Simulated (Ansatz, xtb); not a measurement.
## Relative energy of two isomers of C2H6B−

Structure X is `C=[BH-]C`, a singlet and structure Y is `[BH2-]1CC1`, a singlet. Both are isolated ions in the gas phase, relaxed with PBE0-D3(BJ)/def2-SVPD.

X (Å):

```xyz
9

C    -2.3639   -1.6583    2.3730
C    -0.3491   -0.3127    1.1477
B    -1.1074   -1.6532    1.6348
H    -2.8822   -2.5699    2.7058
H    -2.8967   -0.7346    2.6574
H    -0.5390   -2.7162    1.3339
H    -0.8943    0.6038    1.4394
H    -0.2205   -0.2821    0.0478
H     0.6727   -0.2348    1.5687
```

Y (Å):

```json
{"atom": "C", "x (Å)": "-1.7065", "y (Å)": "-1.0355", "z (Å)": "2.3579"}
{"atom": "C", "x (Å)": "-0.3666", "y (Å)": "-0.6862", "z (Å)": "1.7212"}
{"atom": "B", "x (Å)": "-1.4500", "y (Å)": "-1.4773", "z (Å)": "0.8311"}
{"atom": "H", "x (Å)": "-2.3695", "y (Å)": "-0.1928", "z (Å)": "2.5983"}
{"atom": "H", "x (Å)": "-1.6851", "y (Å)": "-1.7743", "z (Å)": "3.1710"}
{"atom": "H", "x (Å)": "-1.2486", "y (Å)": "-2.6726", "z (Å)": "0.5994"}
{"atom": "H", "x (Å)": "-2.0354", "y (Å)": "-0.8543", "z (Å)": "-0.0590"}
{"atom": "H", "x (Å)": "0.5167", "y (Å)": "-1.2003", "z (Å)": "2.1248"}
{"atom": "H", "x (Å)": "-0.1676", "y (Å)": "0.3812", "z (Å)": "1.5522"}
```

Estimate which is lower in electronic energy at CCSD(T)/def2-SVPD + ΔMP2/def2-TZVPPD, and by roughly how much.

The CCSD(T)/def2-SVPD + ΔMP2/def2-TZVPPD calculation puts structure X lower, by 8.5 kcal/mol.

How the difference moves with the method:

| level | geometry | E(Y) − E(X) (kcal/mol) | departure from the last row (kcal/mol) | job, with rough time for the two |
| --- | --- | --- | --- | --- |
| GFN2-xTB | GFN2-xTB | −14.2 | −22.7 | optimisation, 0.15 s |
| HF/STO-3G | GFN2-xTB | −17.6 | −26.1 | single point, 0.26 s |
| r2SCAN-D4/def2-SVPD | GFN2-xTB | +2.5 | −5.9 | single point, 4.5 s |
| PBE0-D3(BJ)/def2-SVPD | PBE0-D3(BJ)/def2-SVPD | +2.8 | −5.7 | optimisation, 44 s |
| HF/def2-SVPD | PBE0-D3(BJ)/def2-SVPD | +9.4 | +0.9 | part of the CCSD(T) run |
| MP2/def2-SVPD | PBE0-D3(BJ)/def2-SVPD | +5.8 | −2.7 | part of the CCSD(T) run |
| CCSD(T)/def2-SVPD | PBE0-D3(BJ)/def2-SVPD | +7.5 | −1.0 | single point |
| CCSD(T)/def2-SVPD + ΔMP2/def2-TZVPPD | PBE0-D3(BJ)/def2-SVPD | +8.5 |  | single point, 26 s |

As drawn, Y has 1 C–B, 1 C–C, 1 B–H in place of 1 C=B, 1 C–H. Structure X has no ring, Y a 3-membered ring.

GFN2-xTB, HF/STO-3G put the two in the other order. The largest departure from CCSD(T)/def2-SVPD + ΔMP2/def2-TZVPPD is that of HF/STO-3G, 26.1 kcal/mol. The last row adds to CCSD(T) the change of the MP2 difference between the two basis sets, here +1.0 kcal/mol.

With harmonic frequencies from PBE0-D3(BJ)/def2-SVPD (ideal gas, rigid rotor, one conformer each, 1000 K, 1 atm): on the last row, ΔE + ΔZPE = +8.8, ΔH = +7.9, ΔG = +13.8 kcal/mol.

The correlated steps freeze 3 core orbitals. Run with Ansatz 0.2.0, xtb 6.7.1; the last row on 2 threads of Arm Neoverse N1 on a shared host.

X is the boron analogue of propene and Y that of cyclopropane, each with BH⁻ or BH₂⁻ in place of the isoelectronic CH or CH₂, and the preference for the open isomer carries over from the hydrocarbons. Closing the ring exchanges the B=C π bond for a σ bond, but the gain is outweighed by angle strain and the loss of a C–H bond in favour of a B–H bond. The π pair in X is polarised towards the terminal carbon, giving it carbanion character, whereas Y is a strained four-coordinate borate. The reversed order with HF/STO-3G probably reflects a minimal basis too rigid to describe that carbon-centred charge.

Every level using def2-SVPD or the larger basis favours X, so the order is better supported than the exact gap. At 1000 K entropy widens the preference, as expected for an open chain with a soft methyl torsion against a rigid ring. The energies say nothing about the barrier to ring opening, so Y could still be kinetically persistent.
